**Problem: where the atomization errors of CF₃CN come from**

Trifluoroacetonitrile, CF₃CN, is a closed-shell molecule with three C–F bonds, one C–C bond and a C≡N triple bond. Its atomization energy is the energy of the six free atoms less that of the molecule, and at the reference level, RCCSDT(Q) in a double-zeta basis, it is 2421.7 kJ/mol. The column "this level less the reference" is positive where a level overbinds relative to that value and negative where it underbinds. The atoms are treated with unrestricted determinants, the molecule with a restricted one at a single geometry.

Atomization-energy errors of neutral singlet CF₃CN relative to RCCSDT(Q), calculated with Ansatz 0.2.0 at the listed levels in the cc-pVDZ basis. The molecular geometry is from MP2(full)/6-31G*, and the correlated wavefunction levels keep the noble-gas cores frozen.

| level | this level less the reference (RCCSDT(Q), same basis) (kJ/mol) |
| --- | --- |
| RHF | -830.8 |
| RMP2 | 148.7 |
| CISD | -460.1 |
| RCCSD | -67.1 |
| RCCSD(T) | -6.3 |
| BCCD(T) | -4.4 |
| RCCSDT | -7.5 |
| PBE | 429.6 |
| revPBE | 279.3 |
| r2SCAN | 238.5 |
| PBE0 | 243.4 |
| B3LYP | 210.7 |
| wB97X-V | 241.8 |
| wB97M-V | 263.4 |
| B2PLYP | 165.4 |
| RPA-PBE | -196.1 |

Let ΔM be the energy by which a level leaves the molecule above the reference level, and ΔA the same for the six atoms together. Then

error = ΔA − ΔM.

ΔM comes from the molecular energies of the same calculations, and ΔA follows by difference. The output printed after this text lists both for each wavefunction level.

**(a) How much of the binding is due to electron correlation, and why does Hartree–Fock underbind?**

*Solution.* The RHF row is −830.8 kJ/mol, so correlation supplies 830.8/2421.7 = 34 % of the binding. This is a difference of two larger energies, 2651.4 kJ/mol of correlation in the molecule and 1820.6 in the atoms. The standard reason for the imbalance is that bonding pairs up electrons that had parallel spins in the open-shell atoms and brings more pairs into the same region. Opposite-spin electrons in one region are the ones that a single determinant keeps apart least well.

The atomic figure is counted from unrestricted determinants, which already hold some spin polarisation. The molecular determinant is itself unstable towards spin symmetry breaking, so an unrestricted solution lies lower. The molecule is still well described by one determinant: the T1 diagnostic of CCSD is 0.013 and the largest double amplitude is about 0.1.

**(b) Suppose a method recovers the same fraction of the correlation energy in molecule and atoms. What error follows for RMP2, and what does the table give?**

*Solution.* If the unrecovered fraction is u on both sides, ΔA and ΔM are both u times their RHF values, and the error is u times the RHF error. For RMP2 the molecule lies 107.0 kJ/mol above the reference, which fixes u without any fit:

error = −830.8 × 107.0/2651.4 = −33.5 kJ/mol.

The table gives +148.7 kJ/mol. The overbinding therefore arises in the atoms, with ΔA = 148.7 + 107.0 = 255.7 kJ/mol. RMP2 recovers 96 % of the correlation energy in the molecule and only 86 % in the atoms. Going on to CCSD lowers the atoms about ten times as much as the molecule.

The numbers show this split for the six atoms together. The usual account of it is a property of the perturbation series. Second order treats each pair excitation alone, with orbital-energy gaps as denominators. In atoms such as carbon, with a low empty 2p orbital beside the 2s pair, the higher orders have the same sign and add up slowly, so second order stops well short. In crowded regions such as a triple bond or a CF₃ group, the higher orders largely cancel, and second order lands near the full value. How the atomic deficit divides among C, N and F is untested here.

**(c) CISD and RCCSD both use single and double excitations. Why do their errors differ by 393 kJ/mol? Estimate the loss in the atoms.**

*Solution.* Here the imbalance runs the other way. Against RCCSD, CISD loses 421.6 kJ/mol in the molecule, 16 % of the correlation energy there, and 28.6 kJ/mol in the atoms, under 2 %. CISD forbids two pairs from being excited at once. Coupled cluster includes such events as products of doubles. The more pairs one calculation holds, the more the prohibition costs, and each atom is computed alone.

A model of n independent pairs makes this quantitative. One pair has a ground configuration and a doubly excited one at height D, coupled by K, and its energy lowering e obeys e² + De = K². The exact lowering of n pairs is E₀ = ne. In CISD the ground configuration couples only to the symmetric sum of the n double excitations, with strength K√n, so the lowering E obeys

E² + DE = nK² = E₀²/n + DE₀.

For a small loss δ = E₀ − E this gives δ ≈ E₀²(1 − 1/n)/(D + 2E₀), which vanishes for one pair and grows roughly as the square of the correlation energy. D was fitted to the molecule alone (n = 17, E₀ from RCCSD) and came out as 104 eV, about 1.00 × 10⁴ kJ/mol. It is an effective constant, and the molecule is no test of the model.

The atoms were left out of the fit. Their RCCSD correlation energy is shared out in proportion to the 34 valence electrons, which is a rough assumption. For one fluorine atom, with n = 3.5:

E₀ = 1803.5 × 7/34 = 371 kJ/mol,

δ ≈ 371² × (1 − 1/3.5)/(10 000 + 2 × 371) = 9.2 kJ/mol.

The same steps give 4.0 for nitrogen and 2.2 for each carbon, and the six atoms sum to about 36 kJ/mol. That is 25 % above the loss found. The model is crude, but a constant fitted to the molecule gives the right size for a loss more than ten times smaller. By the same argument the CISD error per bond should worsen as a molecule gains electron pairs.

**(d) RCCSD(T) lies closer to the reference than RCCSDT. Is the perturbative treatment of triples the better one?**

*Solution.* It is not: RCCSDT is closer to the reference in the molecule and in the atoms separately. Full triples lower the molecule by a further 1.4 kJ/mol relative to (T) and the atoms by 2.6, which reduces the binding by 1.2. The quadruples then lower the molecule by 8.5 kJ/mol and the atoms by only 1.0, which adds 7.5 kJ/mol of binding. RCCSD(T) gains because the step to full triples and the step to quadruples have opposite signs, and it omits both.

BCCD(T) at −4.4 kJ/mol is the same case. Its molecular energy agrees with RCCSDT to 0.1 kJ/mol, and its atoms lie 3.2 higher, which appears as extra binding. The large triples effect is the first one, the 60.8 kJ/mol that (T) adds to RCCSD.

**(e) All eight functionals overbind. Does the fraction a of exact exchange set their order?**

*Solution.* Within one family it acts as expected. PBE0 replaces a quarter of the PBE exchange by exact exchange and lowers the error from 429.6 to 243.4 kJ/mol. The direction agrees with part (a), since exact exchange carries none of the correlation between the electrons of a bond that semilocal exchange imitates.

Across families the fraction explains little. A straight line in a was fitted to PBE, revPBE, r2SCAN, PBE0 and B3LYP, and its rms residual of 66 kJ/mol is hardly better than the 78 of a constant. The three functionals with a = 0 alone span 191 kJ/mol. The two range-separated hybrids, not fitted and entered with their short-range fraction, fall within 10 kJ/mol of the line, which counts for little when the line fails on its own rows.

The step from PBE to revPBE shows what else matters. The two differ only in how strongly exchange grows with the reduced density gradient. revPBE lowers the molecule by 780.8 kJ/mol and the atoms by 931.1, and the difference is the 150.3 by which binding falls. The standard explanation is that free atoms have more density in tail regions of large reduced gradient, which bonding removes, so stronger gradient enhancement favours the atoms.

**(f) What would change in a larger basis?**

*Solution.* The reference should move far more than most of the functionals. Wavefunction correlation must build the electron–electron cusp from orbital products, which converges slowly, and by part (a) the molecule has more correlation to gain than the atoms. A functional without an MP2 term needs the basis only for its occupied orbitals and converges faster. A rough recalled size for the shortfall of the reference against the measured electronic atomization energy is 250 kJ/mol, close to the median functional error of 243.

Subtracting that figure is only an illustration, because it assumes that the functionals are converged themselves. Their own basis error, basis superposition, and their all-electron treatment beside frozen-core coupled cluster have not been separated. With the shift, r2SCAN, PBE0, wB97X-V and wB97M-V sit within about 10 kJ/mol of zero and PBE still overbinds by about 180. B2PLYP, the functional closest to zero in the table, would be about 80 low. That fits its MP2 term sharing part of the basis deficit, though nothing here tests the link.

RPA-PBE, at −196.1 kJ/mol, builds its correlation from orbital products too, so it belongs with the wavefunction rows in this respect. Its underbinding fits a known tendency of RPA, which omits second-order exchange, but a basis deficit larger than that of the reference could add to it.

**(g) Which digits can be trusted?**

*Solution.* As arithmetic, the entries are good to the rounding of 0.05 kJ/mol, so the 1.2 kJ/mol between RCCSD(T) and RCCSDT is real for these settings. As a distance from the exact result in this basis, the reference is less sharp. A full-CI correction in eight electrons and eight orbitals lowers the molecule by another 0.6 kJ/mol and is not part of the reference, so the decimal place of the triples rows has no such meaning.

Against nature, even the hundreds digit of a functional's error is unsafe, and zero-point motion and spin-orbit coupling must be added before any comparison with measured heats of formation. Differences between two functionals do not depend on the reference, though they remain values for this basis and this one molecule. The point matters for fluorocarbon etch gases, where fragmentation energies feed plasma models. The rule is to rank wavefunction methods against a coupled-cluster reference in the same basis, with molecule and fragments inspected separately, and to rank functionals only against a reference taken near the basis limit.

Output of the analysis:

```
Energies in kJ/mol unless marked; 1 eV = 96.485 kJ/mol; reference atomization 2421.7
Rounding: table 0.05; RHF energy differs between runs by 0.03
Correlation share of reference binding: 34.3 %
level: error (% of ref) | above ref: molecule, atoms | recovered %: mol, atoms | common-fraction model, miss
RHF        -830.8 (-34.31) |  2651.4  1820.6 |   0.0   0.0 |  -830.8     0.0
RMP2        148.7 (  6.14) |   107.0   255.7 |  96.0  86.0 |   -33.5   182.2
CISD       -460.1 (-19.00) |   505.8    45.7 |  80.9  97.5 |  -158.5  -301.6
RCCSD       -67.1 ( -2.77) |    84.2    17.1 |  96.8  99.1 |   -26.4   -40.7
RCCSD(T)     -6.3 ( -0.26) |    10.0     3.7 |  99.6  99.8 |    -3.1    -3.2
BCCD(T)      -4.4 ( -0.18) |     8.6     4.2 |  99.7  99.8 |    -2.7    -1.7
RCCSDT       -7.5 ( -0.31) |     8.5     1.0 |  99.7  99.9 |    -2.7    -4.8
step: change in molecule, atoms, atomization energy
RMP2      to RCCSD       -22.8  -238.6  -215.8
CISD      to RCCSD      -421.6   -28.6   393.0
RCCSD     to RCCSD(T)    -74.2   -13.4    60.8
RCCSD(T)  to RCCSDT       -1.4    -2.6    -1.2
BCCD(T)   to RCCSDT       -0.1    -3.2    -3.1
RCCSDT    to reference    -8.5    -1.0     7.5
(8,8) full-CI increment of the molecule, not in the reference: -0.6
Pair model: D fitted to molecule 104 eV; CCSD correlation molecule 2567.2, atoms 1803.5
CISD loss against CCSD: molecule 421.6 (16.4 %), atoms 28.6 (1.6 %)
Model loss in six separate atoms 35.9, found 28.6, ratio 1.25
Model loss if the atoms were one CISD system: about 200 (crude)
Line on five global functionals: 314 -373 * a; rms 65.7; rms about their mean (280.3) 77.8
functional: a, error, % of ref, line, residual | error less rough 250
PBE      0.00  429.6  17.7  313.9   115.7 |   180
revPBE   0.00  279.3  11.5  313.9   -34.6 |    30
r2SCAN   0.00  238.5   9.8  313.9   -75.4 |   -10
PBE0     0.25  243.4  10.1  220.6    22.8 |   -10
B3LYP    0.20  210.7   8.7  239.2   -28.5 |   -40
wB97X-V  0.17  241.8  10.0  250.4    -8.6 |   -10  not fitted
wB97M-V  0.15  263.4  10.9  257.9     5.5 |    10  not fitted
B2PLYP   0.53  165.4   6.8  116.0    49.4 |   -80  not fitted
Eight functionals: median 242.6, range 264.2; spread at a = 0: 191.1
r2SCAN, wB97X-V, PBE0, wB97M-V lie within 24.9
PBE to PBE0: -186.2, slope -745 per unit a, 2.0 times the fitted slope
PBE to revPBE: molecule -780.8, atoms -931.1, atomization -150.3
RPA-PBE: -196.1 (-8.1 % of ref), -625.7 from PBE
```
